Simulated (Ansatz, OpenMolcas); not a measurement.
# C3H11AlO (SMILES C[Al-](C)(C)[OH2+]): the vertical energy of the triplet above the singlet, rung by rung

The species is C3H11AlO (16 atoms), meant as a singlet with charge 0. SMILES: `C[Al-](C)(C)[OH2+]`. Geometry: relaxed at PBE0-D4/def2-TZVP. This is one conformer, not always the lowest.

Quantity: the vertical energy of the triplet above the singlet, in eV. The values are calculated.

```tsv
level	kind	program	value (eV)	less CCSD(T)/6-31G*
revPBE/6-31G* (spherical functions)	GGA	OpenMolcas	5.70	-1.18
BHLYP/6-31G* (spherical functions)	global hybrid	Ansatz	6.76	-0.12
CAM-B3LYP/6-31G* (spherical functions)	range-separated hybrid	Ansatz	6.60	-0.28
HSE06/6-31G* (spherical functions)	range-separated hybrid	Ansatz	6.25	-0.63
RPA@PBE0/6-31G* (spherical functions)	RPA	Ansatz	6.59	-0.29
MP2/6-31G* (spherical functions)	perturbation theory	Ansatz	7.04	+0.16
BCCD(T)/6-31G* (spherical functions)	coupled cluster or CI	Ansatz	6.86	-0.02
CCSD(T)/6-31G* (spherical functions)	coupled cluster or CI	Ansatz	6.88	0.00
```

CCSD(T)/6-31G* (spherical functions) is the highest level here, not the true value. The values span 5.70 to 7.04 eV. A triplet this far above the singlet is often a Rydberg-like or dissociative state; sets without diffuse functions put Rydberg states too high.

The triplet lies far above the singlet at every level, as expected for a saturated Lewis adduct. Water's donor lone pair fills the formerly vacant aluminium 3p acceptor orbital, and there is no π system to offer a low-lying excitation. The electron most easily promoted probably comes from the Al–C σ bonds, which are polarised towards carbon and lie above the oxygen lone pairs, so the triplet would weaken the Al–C framework.

The three hybrids all lie between revPBE and CCSD(T), with BHLYP closest to the latter, perhaps because exact exchange offsets the semilocal functional's over-stabilisation of the open-shell triplet. MP2 alone overshoots CCSD(T). The close agreement of BCCD(T) and CCSD(T), 6.86 and 6.88 eV, suggests that the gap is insensitive to the choice of reference orbitals, though it does not test the basis they share.

Being vertical, the gap says nothing about how readily the adduct loses water or eliminates methane on the ground-state surface.
